**Question**

I am building a tight-binding model of bcc Mo for interconnect transport by projecting plane-wave bands on s, p and d atomic orbitals. The code prints projectabilities and a spillage and asks for a shift κ. How do these translate into eV of band error, does my energy zero matter, and when does κ start to hurt?

**Answer**

Conventions: one k, one spin, no spin-orbit coupling, no semicore orbitals. φ_μ are M orthonormalised atomic Bloch sums (M = 9 for spd, one atom), ψ_n are N ≤ M retained bands, and A_μn = ⟨φ_μ|ψ_n⟩ has full column rank. Define P = A†A, p_n = P_nn, L = 1 − P, s_n = L_nn = 1 − p_n. P is the projector on the atomic space taken between band states, so 0 ≤ P ≤ 1. The spillage S (Sanchez-Portal, Artacho and Soler, 1995) is the average of s_n over k and bands, usually the occupied ones. With E = diag(E_n),

H = A E A† + κQ, Q = 1 − A P⁻¹ A†.

**1. Exact statements**

QA = 0 gives HA = A(EP), so N eigenvalues λ are those of EP, which is similar to the Hermitian P^½ E P^½. A vector with A†v = 0 has Hv = κv, which gives M − N levels at κ. Three consequences follow.

- Trace: Σλ_n = Σp_nE_n.
- Ostrowski's theorem: in ascending order λ_n = θ_nE_n, with θ_n between the smallest and largest eigenvalues of P. Levels move toward the energy zero, never cross it, and 1 − θ_n ≤ ‖L‖ ≤ Σs_n.
- On the mesh κ has no influence on these N levels.

**2. Dimensional analysis**

A is dimensionless and H is homogeneous of degree one in (E, κ), but it is not shift-covariant: adding a constant c to every E_n adds cAA† to H, whose nonzero eigenvalues are those of cP. The position E₀ of the zero is therefore a parameter. For a window of width W the mesh error is W·f(s_n, L_nm, E₀/W, level spacings/W). Between mesh points κ/W enters too, with the range R_max of the real-space hoppings.

Inputs for Mo, all typical or assumed: a = 3.15 Å, six valence electrons, band bottom −6.5 eV and d-band top +4 eV relative to E_F, Fermi velocity 9×10⁵ m/s, about N = 6 bands retained, s = 0.01 at and below E_F and 0.05 at the window top. The s values were chosen in the range typical of pseudo-atomic projections. All numbers below are this model's.

**3. Small spillage**

With energies measured from E₀, perturbation theory in the off-diagonal part of EP gives

λ_n = p_nE_n + Σ_(m≠n) E_nE_m|P_nm|²/(p_nE_n − p_mE_m) + …

The leading error is −s_n(E_n − E₀). The earlier form AEA† + κ(1 − AA†) equals κ + A(E − κ)A†, which is the same construction with E₀ = κ (Agapito and co-workers used both forms). First-order errors in eV at the band bottom / E_F / window top:

- zero at E_F: +0.065 / 0 / −0.20
- zero at the vacuum level, 4.39 eV above E_F (compiled polycrystalline work function, Tran 2019): +0.109 / +0.044 / +0.02
- earlier form, κ = +10 eV: +0.165 / +0.10 / +0.30

A uniform s only rescales and shifts the bands, and refilling restores the Fermi surface. Differences in s do the damage. Two Fermi sheets with assumed s = 0.01 and 0.03 and the zero at vacuum move apart by 0.088 eV. With ħv = 5.9 eV Å this is 0.015 Å⁻¹, against 2π/a = 1.99 Å⁻¹.

With E₀ = E_F, λ vanishes exactly where some E_n does, so the Fermi surface and electron count survive any spillage. As E_n → 0, λ_n/E_n → 1/(P⁻¹)_nn ≈ p_n. The Fermi velocity drops by this factor, the density of states (∮dS/v) rises by its inverse, the conductivity at fixed τ (∮v dS) drops by it, and the conductivity at fixed mean free path (∮dS) is unchanged. The error stays below k_BT = 0.0259 eV (300 K) within k_BT/s of E_F: 2.6 eV for s = 0.01, 0.52 eV for s = 0.05.

For a physical yardstick, the approximate rule W_d ∝ a⁻⁵ makes a 1 % narrowing equal to an expansion s/5 = 0.20 %. That is 4.2×10² K of heating at a constant 4.8×10⁻⁶ /K (compiled, 293 K, Kaye and Laby Online), or a tension 3B × 0.20 % = 1.6 GPa with B = (C11 + 2C12)/3 = 259.8 GPa (compiled 463.7 and 157.8 GPa, Blaschke). When two volumes are compared, only the change of s matters.

**4. Close levels**

For two bands with P₁₂ = q,

λ± = (p₁E₁ + p₂E₂)/2 ± √[(p₁E₁ − p₂E₂)²/4 + E₁E₂|q|²],

and L ≥ 0 bounds |q|² ≤ s₁s₂. The crossover lies at |p₁E₁ − p₂E₂| ≈ 2|q|√(E₁E₂). Take the worst case p = 0.95, q = 0.05, where the crossover is 0.40 eV near +4 eV.

- E = 1 and 4 eV: mutual repulsion 0.0035 eV, negligible beside the first-order 0.05 and 0.20 eV.
- E = 3.5 and 4 eV: pE = 3.325 and 3.800 eV, λ = 3.260 and 3.865 eV. The shift is 0.065 eV, while second order gives 0.074 eV.
- Both at 4 eV: λ = E(p ± q) = 4.0 and 3.6 eV, a splitting of first order in the spillage.

Levels on opposite sides of the zero have no small denominator. The spd set is closed under the little group of k, so q = 0 between different irreducible representations and a symmetry multiplet shares one p. The Fermi-velocity factor for this pair is p − q²/p = 0.947.

**5. Large spillage and large N**

A band with small p lands near pE, inside the window once p < E_top/E. An assumed state at +15 eV with p = 0.2 appears near 3 eV, and the threshold is 0.27. As p → 0 it falls on the zero, which in the recommended convention is E_F. This is why low-p bands are dropped before H is built. An occupied-band S cannot warn of it, and even the bound Σs_n loosens with N: 0.06 for six bands of s = 0.01.

Because Σp_n ≤ M, the mean s is at least 1 − M/N, or 0.25 for N = 12. For N > M, P is singular and Q must be built with a pseudo-inverse, and it vanishes if A has rank M. As the bands become complete, AA† → 1, the dependence on E₀ disappears and AEA† → ⟨φ|H|φ⟩, whose eigenvalues are variational upper bounds to the lowest M levels.

**6. The orthonormalised version**

Ã = AP^(−½) obeys Ã†Ã = 1 and ÃÃ† = AP⁻¹A†, so ÃEÃ† + κQ has exactly the E_n and κ as eigenvalues, for any zero. The states stay imperfect: the overlap of the model state with ψ_n is (A†Ã)_nn = (P^½)_nn = 1 − s_n/2 − (L²)_nn/8 − …. A poorly projected band is stretched by about p^(−½), 2.2 for p = 0.2, which amplifies noise and k-dependence by the same factor.

**7. The shift κ**

Small κ: inside the window it adds flat levels holding 2(M − N) = 6 electrons per atom, the whole valence charge, if κ < E_F. The lower crossover is the window top.

Large κ: where a band leaves the retained set at energy E_c, H(k) jumps by Δuu† to leading order in s, with u the unit vector of that band and Δ = κ − pE_c (κ − E_c for Ã). For constant u and a spherical surface of radius k_c the exact Fourier coefficients of H(k) acquire ΔΩ(sin x − x cos x)/(2π²R³), x = k_cR, with envelope ΔΩk_c/(2π²R²). A 12×12×12 mesh reaches R_max = 6·(√3/2)a = 16.4 Å in the shortest direction. With Ω = a³/2 = 15.6 Å³ and assumed k_c = 0.5 Å⁻¹ the tail there is 1.5 meV per eV of Δ.

Lattice vectors multiply as R², so this tail is never harmless. Across a locally flat surface a sharply truncated series of exact coefficients misses the step by Δ[1/2 − Si(z)/π], z = R_max d, at distance d in k, with Gibbs overshoot 0.09Δ and ringing Δ cos z/(πz) for z ≫ 1. Hoppings from a mesh also carry the aliased tail, and they interpolate the sampled step. For a surface normal to the shortest lattice vector the mesh planes are π/R_max = 0.19 Å⁻¹ apart. With d measured from midway between the two planes that bracket the step, the miss is (Δ cos z/π) Σ_(n≥0) (−1)ⁿ/(n + 1/2 + z/π). It vanishes on the mesh planes, overshoots by 0.14Δ whatever the mesh density, and tends to Δ cos z/(2z), larger by π/2. Between mesh planes a lower band feels, to first order, up to

|δλ_n| ≈ Δw/(2R_max d), w = |⟨n(k)|u(k_c)⟩|².

For assumed w = 0.1 and d = 0.5 Å⁻¹, 2z = 16.4, which gives 6.1 meV for Δ = 1 eV and 37 meV for Δ = 6 eV. Second-order coupling to the departing state across a gap G is smaller by Δ/(2Gz), 0.09 for Δ = 6 eV and G = 4 eV. Ringing overtakes the projection error 1 eV from E_F (10 meV) at Δ = 1.6 eV. It is linear in Δ, falls only as 1/R_max, and does not vanish at E_F, where the projection error does.

With an energy cutoff, κ ≈ pE_c (3.8 eV here) turns the jump into a kink to leading order in s, and the tail steepens to R⁻³. With a projectability cutoff E_c varies over the zone and no single κ removes the jump. In this model the usable range runs from the window top to about 1.6 eV above pE_c, and it widens in proportion to the linear mesh density.